Dear colleague,

Your symmetric germanium alloy transistors, p⁺ indium dots of equal size on the two faces of an n-type wafer, are a clean case for the Ebers–Moll equations (1954). Here is what those equations predict when one thing at a time is changed.

**Conventions and equations**

The device is pnp. I count $I_E$ into the emitter and $I_C$, $I_B$ out of their terminals, so $I_E=I_C+I_B$. Put $e_E=\exp(V_{EB}/V_T)$ and $e_C=\exp(V_{CB}/V_T)$ with $V_T=k_BT/q$, which is 25.85 mV at 300 K. For an npn device read $V_{BE}$, $V_{BC}$ and reverse all three current arrows.

Take a uniform neutral base $0<x<W$ of area $A$ at low injection. The excess hole density obeys $\Delta p''=\Delta p/L^2$ with $L^2=D_p\tau$, and the junctions fix $\Delta p(0)=p_0(e_E-1)$ and $\Delta p(W)=p_0(e_C-1)$, where $p_0=n_i^2/N_D$. The problem is linear, so the responses to the two junctions add:

$$\Delta p=p_0\,\frac{(e_E-1)\sinh[(W-x)/L]+(e_C-1)\sinh(x/L)}{\sinh(W/L)} .$$

The hole current $-qAD_p\,\Delta p'$ at the two edges, plus the electron current $I_n(e-1)$ that each junction exchanges with its p⁺ layer, gives the injection form

$$I_E=I_{ES}(e_E-1)-\alpha_RI_{CS}(e_C-1),\qquad I_C=\alpha_FI_{ES}(e_E-1)-I_{CS}(e_C-1).$$

With $u=W/L$ and $I_0=qAD_pp_0/L$ the coefficients are $I_{ES}=I_0\coth u+I_{nE}$ and $I_{CS}=I_0\coth u+I_{nC}$, where $I_n=qAD_nn_i^2/(N_AL_n)$ for the layer concerned, and both cross terms equal $I_0/\sinh u$. That is reciprocity, $\alpha_FI_{ES}=\alpha_RI_{CS}=I_S$. It does not depend on the dots being equal: the diffusion equation with linear surface recombination is self-adjoint, and Green's identity equates the cross terms in any geometry.

With $\beta=\alpha/(1-\alpha)$ we have $I_{ES}=I_S(1+1/\beta_F)$ and $I_{CS}=I_S(1+1/\beta_R)$, and substitution gives the transport form

$$I_C=I_S(e_E-e_C)-\frac{I_S}{\beta_R}(e_C-1),\qquad I_B=\frac{I_S}{\beta_F}(e_E-1)+\frac{I_S}{\beta_R}(e_C-1).$$

Three parameters suffice. In this geometry

$$\frac1{\beta_{F}}=(\cosh u-1)+\frac{I_{nE}}{I_S},\qquad \frac1{\beta_{R}}=(\cosh u-1)+\frac{I_{nC}}{I_S},$$

a recombination loss close to $W^2/2L^2$, shared by both directions, plus an injection loss that belongs to one junction.

**Reference model**

As typical inputs at 300 K I take $n_i=2.4\times10^{13}$ cm⁻³ and $D_p=49$ cm²/s. The rest is illustrative, chosen to give a gain near 50, as is typical of small alloy units: $N_D=10^{15}$ cm⁻³, $W=40$ µm, $A=2\times10^{-3}$ cm², an effective $\tau=10$ µs that absorbs surface loss, and in both p⁺ layers $N_A=10^{18}$ cm⁻³, $D_n=25$ cm²/s, $L_n=5$ µm. Then $p_0=5.76\times10^{11}$ cm⁻³, $L=221$ µm, $u=0.181$, $I_0=0.409$ µA, $I_S=2.25$ µA and $I_n=9.23$ nA. The losses are 0.0164 and 0.0041, so $\beta_F=\beta_R=48.8$ and $\alpha=0.980$. All device numbers below are this model's.

**Change 1: the third terminal, collector reverse biased**

A reverse bias of 0.2 V makes $e_C=4.4\times10^{-4}$, which I set to zero. Reason first. With the emitter shorted to the base, the emitter edge stays at $p_0$ and the collector edge is empty, so the full gradient $p_0/W$ flows and the current is about $I_S$. With the emitter open nothing replenishes that edge, the base is drained, and only thermal generation remains. With the base open the generated electrons cannot leave, the base charges negative, and the emitter turns on until its loss balances the generation at the collector side. In a symmetric device the two are mirror images, so the excess at the emitter edge must equal the deficit $p_0$ at the collector edge, the gradient doubles, and the current is about $2I_S$.

The calculation agrees. For $e_E=1$, $I_{CES}=I_{CS}=2.29$ µA. For $I_E=0$ the first equation gives $e_E=1-\alpha_F$, so the emitter floats at $V_{EB}=-V_T\ln(\beta_F+1)=-101$ mV and

$$I_{CBO}=(1-\alpha_F\alpha_R)I_{CS}=I_S\left[\frac1{\beta_R}+\frac1{\beta_F+1}\right]=91.2\ \text{nA}.$$

The generation picture gives this almost directly: $qAp_0W/\tau=73.8$ nA from the drained base plus $2I_n=18.5$ nA, together 92.3 nA. The emitter's $I_n$ counts because the electrons drawn from the floating emitter must be matched by holes that it injects and the collector takes. The small excess of the estimate arises mostly because the emitter edge is not quite empty. For $I_B=0$, $e_E=1+\beta_F/\beta_R$, and

$$I_{CEO}=I_S\left[1+\frac{\beta_F+1}{\beta_R}\right]=(\beta_F+1)I_{CBO}=4.54\ \mu\text{A},$$

with $V_{EB}=V_T\ln2=17.9$ mV whenever the gains are equal, whatever their value.

**Change 2: alloy deeper, $W$ from 40 to 20 µm**

The gradient doubles, so $I_S$ and $I_{CEO}$ double and $V_{EB}$ at fixed $I_C$ falls by about $V_T\ln2$. The recombination loss falls fourfold and the injection loss twofold, so the gain should rise by a factor between 2 and 4, nearer 4. $I_{CBO}$ moves the opposite way to $I_S$: half the base volume generates half as much and the electron terms stay, so expect 36.9 nA plus 18.5 nA, or 55.4 nA. The formulas give $I_S=4.52$ µA, $\beta=163$ (a factor 3.3) and $I_{CBO}=55.2$ nA, down 39 per cent. With $e_C=0$, $V_{EB}=V_T\ln(I_C/I_S-1/\beta_R)$, which at $I_C=0.1$ mA drops from 98.1 to 80.1 mV.

**Change 3: a wafer with $N_D$ doubled**

Hold $D_p$, $\tau$ and the neutral width. Now $p_0$ halves, and with it $I_S$ and, nearly, $I_{CEO}$, so $V_{EB}$ rises by about $V_T\ln 2$. The recombination loss depends on $u$ alone and stays; the injection loss doubles because $I_n$ is unchanged while $I_S$ halves. The total loss grows by a fifth, so the gain should fall by a sixth. Base generation halves again, so $I_{CBO}$ lands near the value of Change 2. Calculation gives $\beta=40.7$, down 17 per cent, $I_{CBO}=54.6$ nA and $V_{EB}=116.0$ mV. $I_{CBO}$ alone therefore cannot tell a thinner base from a more heavily doped one, while $I_{CEO}$ separates them by about a factor of four.

**Change 4: break the symmetry, collector $N_A$ down tenfold**

Hold $D_n/L_n$. Only $I_{nC}$ changes, to 92.3 nA. Reciprocity fixes what cannot move: $I_S$ is the cross term and belongs to the base, so $I_S$ and $\beta_F$ stay and the forward transfer curve hardly notices. The reverse injection loss grows to 0.0410 and $\beta_R$ falls to 17.4. $I_{CBO}$ gains exactly the nine extra units of $I_n$, 83.1 nA, and reaches 174 nA; $I_{CEO}$ follows to 8.68 µA.

The sensitive probe is the offset voltage of the transistor as a switch. Drive the base and leave the collector open. The collector must receive as many holes as it loses through its own base current, so a small gradient runs from emitter to collector and $V_{EC}=V_{EB}-V_{CB}$ is positive, of order $V_T/\beta_R$. Setting $I_C=0$ gives $e_E-1=(1+1/\beta_R)(e_C-1)$, hence

$$V_{EC}=V_T\ln\left[1+\frac{1-1/e_C}{\beta_R}\right]\;\to\;V_T\ln\frac1{\alpha_R}\quad(e_C\gg1).$$

The limit is 0.524 mV for the reference and 1.44 mV after the change. With the emitter open instead, the limit is $V_{EC}=-V_T\ln(1/\alpha_F)$, the same $-0.524$ mV before and after. For gains well above one the ratio of the two magnitudes is close to $\beta_F/\beta_R$, a direct measure of how symmetric a unit is.

In germanium the approach to the limit needs care because $I_S$ is large. From $I_B=I_S(e_C-1)\,[1/\beta_F+1/\beta_R+1/(\beta_F\beta_R)]$, the reference device at $I_B=1$ µA has $e_C-1=10.7$ and an offset of 0.480 mV; at 10 µA the offset is 0.519 mV. At 10 µA the hole density at the emitter edge is already 6 per cent of $N_D$, so a further decade of drive leaves low injection. The whole base current also passes through the emitter's series resistance and adds 10 µV per ohm at 10 µA.

| Case, 300 K | $I_S$ (µA) | $\beta_F$ | $\beta_R$ | $I_{CBO}$ (nA) | $I_{CEO}$ (µA) | $V_{EB}$ at 0.1 mA (mV) | $V_T\ln(1/\alpha_R)$ (mV) |
|---|---|---|---|---|---|---|---|
| Reference | 2.25 | 48.8 | 48.8 | 91.2 | 4.54 | 98.1 | 0.524 |
| $W$ halved | 4.52 | 163 | 163 | 55.2 | 9.06 | 80.1 | 0.158 |
| $N_D$ doubled | 1.12 | 40.7 | 40.7 | 54.6 | 2.28 | 116.0 | 0.628 |
| Collector $N_A/10$ | 2.25 | 48.8 | 17.4 | 174 | 8.68 | 98.1 | 1.44 |

**Change 5: warm the device from 300 to 330 K**

Every saturation current carries $n_i^2\propto T^3\exp(-E_g/k_BT)$, so all rise steeply and $V_{EB}$ at fixed $I_C$ falls. The gap is 0.66 eV at 300 K (compiled value, Wing 2021) and shrinks by approximately $3.9\times10^{-4}$ eV/K. For a linear shrinkage the activation energy is the extrapolated $E_{g0}=E_g-T\,dE_g/dT=0.777$ eV; leaving the shrinkage out would understate the 30 K rise by a factor 1.51. With the hole mobility typically falling as $T^{-2.3}$, $D_p\propto T^{-1.3}$, and since $I_S\approx qAD_pp_0/W$,

$$I_S\propto T^{1.7}\exp(-E_{g0}/k_BT),\qquad \frac{d\ln I_S}{dT}=\frac{1.7+E_{g0}/k_BT}{T}=0.106\ \text{K}^{-1}\ \text{at 300 K},$$

a doubling in 6.5 K. The slope weakens on warming, and over 30 K the factor is 18, which puts $I_S$ at 41 µA and $I_{CEO}$ at 82 µA. I hold $\beta$ fixed here. At constant $\tau$ the recombination loss would grow by 13 per cent through $D_p$, which $I_S$ and $I_{CEO}$ barely feel but which lifts the factor for the base-generation part of $I_{CBO}$ from 18 to 20. At 330 K $p_0$ is 1.2 per cent of $N_D$, so $p_0=n_i^2/N_D$ holds to about that accuracy.

Differentiating $V_{EB}\approx V_T\ln(I_C/I_S)$ at fixed $I_C$ gives $dV_{EB}/dT=(V_{EB}-E_{g0}/q-1.7V_T)/T=-2.41$ mV/K at 0.1 mA and 300 K. Direct evaluation puts $V_{EB}$ at 25 mV at 330 K, a mean slope of $-2.42$ mV/K. The base current shows the larger surprise. Eliminating $e_E$ gives $I_C=\beta_FI_B+I_{CEO}$, so holding 0.1 mA takes 1.95 µA at 300 K and about 0.4 µA at 330 K, and $I_B$ changes sign near 332 K, where $I_{CEO}$ reaches 0.1 mA. The ratio $I_C/I_B$ then says nothing about $\beta_F$; use $\partial I_C/\partial I_B$.

**Where your units will depart from the model**

At 0.1 mA the emitter-edge density is 2.6 per cent of $N_D$, so low injection holds; a few milliamperes would break it. The junction depletes almost wholly into the base, to a depth $x_d=[2\varepsilon(V_{bi}+V_R)/qN_D]^{1/2}$ with $V_{bi}=V_T\ln(N_AN_D/n_i^2)=0.37$ V and a relative permittivity of 16.2 (compiled value, Ioffe Institute). That is 0.8 µm at zero bias and 2.5 µm at $V_R=3$ V, which narrows $W$ and raises $I_S$ by 4 per cent. At 0.2 V the shift is 0.5 per cent, so measure there; the third figure in the table serves only for comparing rows.

The serious omission concerns $I_{CBO}$. Generation through midgap centres in the depletion layer, at most about $qAn_ix_d/2\tau$ if both capture lifetimes equal $\tau$, is 0.09 µA at 3 V, as large as the ideal $I_{CBO}$ itself, and surface leakage adds more. Small germanium alloy transistors typically show one to a few microamperes at a few volts and a doubling in roughly 10 K, so the model's $I_{CBO}$ is low by an order of magnitude or more and its temperature slope is too steep. The slower doubling is what such extra currents would cause, since a term proportional to $n_i$ doubles only every 12.6 K.

The equations still help. An extra current $I_{LC}$ across the collector junction adds to $I_C$ and subtracts from $I_B$. It leaves the condition $I_E=0$ untouched, so it raises $I_{CBO}$ and $I_{CES}$ equally, and it acts as base drive when the base is open, raising $I_{CEO}$ by $(\beta_F+1)I_{LC}$. The emitter junction leaks too, except when it is shorted. An open emitter floats at reverse bias, its leakage $I_{LE}$ at that potential turns $I_E=0$ into $I_{ES}(e_E-1)+I_S-I_{LE}=0$, and $I_{CBO}$ gains $\alpha_FI_{LE}$. With the base open the emitter is forward biased and the same paths carry a forward current $I_{LE}'$ that diverts base drive. At a common collector bias, therefore, $I_{CEO}=(\beta_F+1)I_{CBO}-\beta_F(I_{LE}+I_{LE}')$, with the low-current gain, and

$$I_{CES}-I_{CBO}=\alpha_F(I_S-I_{LE}),$$

which is 2.20 µA in the model for $I_{LE}=0$. Swapping emitter and collector gives $\alpha_R(I_S-I_{LC})$, with $I_{LC}$ now taken at the collector's floating potential. The bound on depletion-layer generation at 0.101 V is 35 nA in the model, 1.6 per cent of $I_S$ but more than a third of the ideal $I_{CBO}$, so the $I_{CEO}$ relation is the fragile one. An ohmic surface leak would keep only 3 per cent of its 3 V value at that bias, but one that saturates early could rival $I_S$. To test reciprocity, read the current through the shorted junction instead, where no leakage flows: with $e_E=1$, $e_C=0$ the emitter current is $\alpha_RI_{CS}$, and with $e_C=1$, $e_E=0$ the collector current is $-\alpha_FI_{ES}$. The two magnitudes must coincide at $I_S$ even in a unit whose gains and junction leakages do not, provided no surface path joins emitter and collector directly. The short must be good: 0.1 mV across that junction, from the meter or the base resistance, shifts the model's reading by 0.4 per cent.